\section*{Classical period, collapse and revival of an anharmonic vibrational packet}

\subsection*{Statement}

Term values are in cm$^{-1}$, times in fs, and $c$ is the speed of light in cm per unit time. A packet $|\psi(0)\rangle=\sum_v c_v|v\rangle$ with populations $p_v=|c_v|^2$ is placed on a rotationless Morse ladder,
\begin{equation}
G(v)=\omega_e\left(v+\tfrac12\right)-\omega_ex_e\left(v+\tfrac12\right)^2 .
\label{eq:ladder}
\end{equation}
Let $v_0$ be an integer level at the centre of the populations, $k=v-v_0$, and $A(t)=\langle\psi(0)|\psi(t)\rangle$ the autocorrelation function with the overall phase $e^{-2\pi i c\,G(v_0)t}$ removed.

(a) Two times govern the motion,
\begin{equation}
T_{\rm cl}=\frac{1}{c\left[\omega_e-2\omega_ex_e\left(v_0+\frac12\right)\right]},\qquad
T_{\rm rev}=\frac{1}{c\,\omega_ex_e}.
\label{eq:times}
\end{equation}

(b) For $p_k\propto e^{-k^2/2s^2}$ the recurrence heights at $t=nT_{\rm cl}$ fall as
\begin{equation}
|A(nT_{\rm cl})|\simeq\left[1+x^2\right]^{-1/4},\qquad x=\frac{4\pi s^2t}{T_{\rm rev}}=\frac{t}{t_c}.
\label{eq:law}
\end{equation}
The exponent $-1/4$ belongs to the modulus. The survival probability $|A|^2$ has $-1/2$. The law holds while $2\exp[-2\pi^2s^2/(1+x^2)]\ll1$ and while the Gaussian fits on the ladder.

(c) For any populations, the packet at $T_{\rm rev}/2$ has its initial shape and stands half a classical period away from the place that undispersed motion with period $T_{\rm cl}$ would have reached. Near $T_{\rm rev}/2$ the peaks of $|A|$ lie at half-integer multiples of $T_{\rm cl}$. At $T_{\rm rev}$ the packet reforms without the shift.

Three adjacent levels show (a) and (c) exactly. With populations $\frac16,\frac23,\frac16$ they also reproduce (b) through second order in $t$.

\subsection*{Proof of (a) and (c)}

Since $G$ is quadratic, its expansion about $v_0$ ends at second order:
\begin{equation}
c\,[G(v_0+k)-G(v_0)]=\frac{k}{T_{\rm cl}}-\frac{k^2}{T_{\rm rev}} .
\end{equation}
With $\theta=t/T_{\rm cl}$ and $\tau=t/T_{\rm rev}$ each amplitude acquires the factor $e^{-2\pi i(k\theta-k^2\tau)}$, and
\begin{equation}
A(t)=\mathcal A(\theta,\tau)=\sum_kp_k\,e^{-2\pi i(k\theta-k^2\tau)} .
\label{eq:A}
\end{equation}
At fixed $\tau$ this is periodic in $\theta$ with period 1.

$T_{\rm cl}$ is the period of the classical orbit. For $V=D(1-e^{-y})^2$, with $y$ the scaled bond stretch, $D=\omega_e^2/4\omega_ex_e$ and $\epsilon=G/D$, the substitution $1-e^{-y}=\sqrt\epsilon\sin\phi$ in the period integral gives
\begin{equation}
c\,\omega_eT=\frac1\pi\int_{-\pi/2}^{\pi/2}\frac{d\phi}{1-\sqrt\epsilon\sin\phi}=\frac{1}{\sqrt{1-\epsilon}} .
\end{equation}
At $G=G(v_0)$ one has $1-\epsilon=[1-2x_e(v_0+\frac12)]^2$, so that $T=T_{\rm cl}$.

For integer $k$, $k^2$ and $k$ have the same parity, so $e^{i\pi k^2}=e^{-i\pi k}$. This holds level by level, hence for the wave function as well as for $A$:
\begin{equation}
\mathcal A(\theta,\tau+\tfrac12)=\mathcal A(\theta+\tfrac12,\tau),\qquad
\mathcal A(\theta,\tau+1)=\mathcal A(\theta,\tau).
\label{eq:shift}
\end{equation}
Setting $\tau=0$ proves (c). Likewise $e^{i\pi k^2/2}=\frac{1+i}{2}+\frac{1-i}{2}(-1)^k$, so at $T_{\rm rev}/4$ the state is a superposition of two copies of the packet, half a period apart and with equal weights.

The value one half depends on the integer centre. If the period $\bar T$ is evaluated at $\bar v=v_0+\delta$, then $1/T_{\rm cl}=1/\bar T+2\delta/T_{\rm rev}$, and at $T_{\rm rev}/2$ the shift counted against $\bar T$ is $\frac12+\delta$ periods, modulo one.

\subsection*{The three-level model in closed form}

Two levels have one beat frequency and recur perfectly for ever, so they show no collapse. Three levels $k=-1,0,+1$ have two spacings, $\Delta_-=G(v_0)-G(v_0-1)$ and $\Delta_+=G(v_0+1)-G(v_0)$. Three points always lie on a parabola, so for any potential
\begin{equation}
\frac{1}{cT_{\rm cl}}=\frac{\Delta_-+\Delta_+}{2},\qquad \frac{1}{cT_{\rm rev}}=\frac{\Delta_--\Delta_+}{2}.
\end{equation}
With populations $q/2,\;1-q,\;q/2$, whose variance is $s^2=q$, Eq.~(\ref{eq:A}) becomes
\begin{equation}
\mathcal A=(1-q)+q\,e^{2\pi i\tau}\cos2\pi\theta ,
\end{equation}
\begin{equation}
|\mathcal A|^2=(1-q)^2+q^2\cos^22\pi\theta+2q(1-q)\cos2\pi\theta\,\cos2\pi\tau .
\label{eq:three}
\end{equation}
At integer and half-integer multiples of $T_{\rm cl}$, where $\cos2\pi\theta=\pm1$,
\begin{equation}
|A(nT_{\rm cl})|^2=1-4q(1-q)\sin^2\pi\tau,\qquad
|A((n+\tfrac12)T_{\rm cl})|^2=1-4q(1-q)\cos^2\pi\tau .
\label{eq:heights}
\end{equation}
The two series exchange roles between $\tau=0$ and $\tau=\frac12$, which is statement (c). At $\tau=\frac14$ the cross term in Eq.~(\ref{eq:three}) vanishes and $|A|^2$ oscillates with period $T_{\rm cl}/2$, the signature of two copies.

\subsection*{Proof of (b)}

Extend the ladder to all integers $k$ and apply Poisson summation, $\sum_kf(k)=\sum_m\int f(k)e^{2\pi imk}dk$. The Gaussian weight and the quadratic phase combine to $\exp[-k^2(1-ix)/2s^2]$. Each integral is Gaussian, and
\begin{equation}
\mathcal A=\frac{1}{Z\sqrt{1-ix}}\sum_{m=-\infty}^{\infty}\exp\left[-\frac{2\pi^2s^2(\theta-m)^2}{1-ix}\right],\qquad
Z=\sum_me^{-2\pi^2s^2m^2},
\label{eq:poisson}
\end{equation}
with the root of positive real part. This is exact for the two-sided ladder. Term $m$ is the $m$th recurrence. Because ${\rm Re}\,(1-ix)^{-1}=(1+x^2)^{-1}$, its modulus is
\begin{equation}
Z^{-1}(1+x^2)^{-1/4}\exp\left[-\frac{2\pi^2s^2(\theta-m)^2}{1+x^2}\right].
\end{equation}
At $\theta=n$ the term $m=n$ gives Eq.~(\ref{eq:law}) when $Z\simeq1$. The two neighbours $m=n\pm1$ are equal and together have relative size $\eta=2\exp[-2\pi^2s^2/(1+x^2)]$. The peaks have rms width $T_{\rm cl}\sqrt{1+x^2}/2\pi s$ in time, so they broaden as they fall. For large $s$, $\eta$ reaches one tenth at $t\simeq0.20\,T_{\rm rev}/s$. Beyond that the packet fills its orbit and the interference of the terms produces the fractional and full revivals. By Eq.~(\ref{eq:shift}) the law repeats around $T_{\rm rev}/2$, with $t$ replaced by $t-T_{\rm rev}/2$ in $x$ and with half-integer $\theta$.

\subsection*{Three levels against the Gaussian law}

For any populations, expansion of Eq.~(\ref{eq:A}) at integer $\theta$ gives $|A|^2=1-(2\pi\tau)^2\,{\rm Var}(k^2)+O(\tau^4)$. The Gaussian has ${\rm Var}(k^2)=2s^4$ and the three-level model $q(1-q)$. With $s^2=q$ the two agree for $q=\frac13$. The populations $\frac16,\frac23,\frac16$ are then the weights of three-point Gauss--Hermite quadrature, whose nodes $0,\pm\sqrt3\,s$ fall on the levels. The expansions are
\begin{equation}
|A|^2_{\rm three}=1-\tfrac89\pi^2\tau^2+\tfrac{8}{27}\pi^4\tau^4-\dots,\qquad
|A|^2_{\rm law}=1-\tfrac89\pi^2\tau^2+\tfrac{32}{27}\pi^4\tau^4-\dots
\end{equation}
A Gaussian with $s^2=\frac13$ sampled on the integers has populations 0.689, 0.154 and 0.002 for $|k|=0,1,2$. It is nearly the same three-level system.

\subsection*{Numbers for a D$_2^+$ model}

In the sudden limit, ionisation of D$_2$ copies the neutral $v=0$ function onto the $1s\sigma_g$ ground-state curve of the ion, and the $p_v$ are Franck--Condon factors. Typical constants of the ion are $\omega_e=1643$~cm$^{-1}$ and $\omega_ex_e=33$~cm$^{-1}$. The Franck--Condon distribution typically peaks near $v=3$ to 4 and has a tail toward high $v$. It is replaced here by an assumed centre $v_0=4$ and an assumed width $s=2$. All results below are those of this model.

The spacings are $\Delta_-=1379$ and $\Delta_+=1313$~cm$^{-1}$, with mean 1346~cm$^{-1}$. Hence
\begin{equation}
T_{\rm cl}=24.8~{\rm fs},\qquad T_{\rm rev}=1011~{\rm fs},\qquad T_{\rm rev}/2=505~{\rm fs}=20.39\,T_{\rm cl}.
\end{equation}
The half-integer multiple nearest to $T_{\rm rev}/2$ is $20.5\,T_{\rm cl}=508.0$~fs.

\emph{Levels $v=3,4,5$ with $q=\frac13$.} Here $t_c=241$~fs, and Eq.~(\ref{eq:heights}) gives:

\begin{center}
\begin{tabular}{cccc}
\hline
$t/T_{\rm cl}$ & $t$ (fs) & $|A|$, three levels & $|A|$, Eq.~(\ref{eq:law})\\
\hline
2 & 49.6 & 0.989 & 0.990\\
5 & 123.9 & 0.935 & 0.943\\
10 & 247.8 & 0.754 & 0.835\\
20 & 495.6 & 0.335 & 0.662\\
20.5 & 508.0 & 1.000 & --\\
\hline
\end{tabular}
\end{center}

The law follows the exact heights to within one per cent for five periods. At ten periods $\eta=0.08$ and the two have parted. Around $T_{\rm rev}/4=253$~fs the modulus swings twice per period between about $2/3$ and $\sqrt5/3=0.745$. At twenty periods the integer series is close to its floor $|1-2q|=\frac13$, and half a period later the packet is back.

\emph{Gaussian populations with $s=2$.} Now $2\pi^2s^2=79$, so $Z=1$ for all purposes, and $t_c=20.1$~fs is shorter than one period. The Morse ladder has bound levels $v=0$ to 24. The cut at $v=0$ removes 1.1\% of the Gaussian weight. The table compares the law with the direct sum (\ref{eq:A}) over the two-sided ladder and over the bound levels, the latter renormalised.

\begin{center}
\begin{tabular}{cccccc}
\hline
$n$ & $t$ (fs) & $x$ & Eq.~(\ref{eq:law}) & two-sided sum & bound levels\\
\hline
1 & 24.8 & 1.23 & 0.79 & 0.79 & 0.81\\
2 & 49.6 & 2.46 & 0.61 & 0.61 & 0.62\\
3 & 74.3 & 3.70 & 0.51 & 0.51 & 0.52\\
4 & 99.1 & 4.93 & 0.45 & 0.41 & 0.42\\
5 & 123.9 & 6.16 & 0.40 & 0.51 & 0.50\\
\hline
\end{tabular}
\end{center}

The cut changes the heights by 0.02 or less. The overlap parameter $\eta$ is 0.009, 0.088 and 0.26 for $n=3,4,5$ and passes one tenth at 101~fs, which marks the end of the law. At $20.5\,T_{\rm cl}$ the offset from $T_{\rm rev}/2$ corresponds to $x=0.13$. The repeated law gives 0.996 and the sum over bound levels 0.997, whereas at $20\,T_{\rm cl}$ and $21\,T_{\rm cl}$ that sum is below 0.01. The offset depends on the last digits of the constants. It cannot exceed $T_{\rm cl}/2$, for which the law gives a height of 0.92.

The mean bond length collapses on a different time scale. If only matrix elements of $R$ between neighbouring levels are kept and set equal, the oscillating part of $\langle R\rangle$ is a sum of beats at frequencies $1/T_{\rm cl}-(2k+1)/T_{\rm rev}$ with weights $|c_kc_{k+1}|\propto e^{-(k+1/2)^2/2s^2}$. Integration over $k$ gives the envelope $\exp[-\frac12(4\pi s\tau)^2]$, with time constant $T_{\rm rev}/4\pi s=40$~fs. At $\tau=\frac12$ every beat carries the extra factor $e^{i\pi(2k+1)}=-1$, so the oscillation returns with reversed sign.

\subsection*{Size of the neglected terms}

\emph{Cubic term.} The real ladder contains $+\omega_ey_e(v+\frac12)^3$, with an assumed typical $\omega_ey_e=0.2$~cm$^{-1}$. Expanded about $v_0=4$, it raises the local spacing by $3\omega_ey_e(v_0+\frac12)^2=12$~cm$^{-1}$, under one per cent. It lowers the curvature to $\omega_ex_e-3\omega_ey_e(v_0+\frac12)=30.3$~cm$^{-1}$, which moves the half revival from 505 to 550~fs, 9\% later. The remaining phase at that time is $\beta k^3$ with $\beta=\pi\,(0.2/30.3)$, equal to 0.17~rad at $k=s$ and 1.3~rad at $k=2s$. For Gaussian populations its best linear fit is $3s^2\beta k$, which only displaces the peak in time. With that part removed and the quadratic phases exactly realigned, the sum $|\sum_kp_ke^{-i\beta(k^3-3s^2k)}|$ over $v=0$ to 24 is 0.96. The Morse value of $T_{\rm rev}$ is therefore good to about ten per cent for this packet, and the position of the revival peak within a period cannot be predicted from $\omega_e$ and $\omega_ex_e$ alone. The three-level formulas are untouched if the actual spacings are used.

\emph{Rotation.} The term $-\alpha_e(v+\frac12)J(J+1)$, with a typical $\alpha_e=0.56$~cm$^{-1}$, lowers the spacing by 3.4~cm$^{-1}$ for $J=2$ and leaves $T_{\rm rev}$ unchanged. After 505~fs the peak for $J=2$ lags that for $J=0$ by 1.3~fs, against an rms peak width $T_{\rm cl}/2\pi s=2.0$~fs. An average over rotational levels thus lowers and broadens the revival visibly.

The skew of the real populations, the small dissociative share of the packet and any distortion of the curve by the ionising or probing field lie outside the model.

\subsection*{A stiffer ion: O$_2^+$}

Removing an antibonding electron from oxygen, a common process gas, shortens the bond and launches a narrower packet. Typical constants for one spin--orbit component of the O$_2^+$ ground state are $\omega_e=1905$ and $\omega_ex_e=16.3$~cm$^{-1}$. With assumed $v_0=1$ and $s=1$, the model has a local spacing of 1856~cm$^{-1}$, $T_{\rm cl}=18.0$~fs, $T_{\rm rev}/2=1.02$~ps and $t_c=163$~fs. The cut at $v=0$ lies close to the centre here, so Eq.~(\ref{eq:law}) is a rough guide only, while (a) and (c) do not depend on the populations. The number of periods per collapse time, $t_c/T_{\rm cl}=T_{\rm rev}/(4\pi s^2T_{\rm cl})$, is 9.1 in the O$_2^+$ model and 0.81 in the D$_2^+$ model.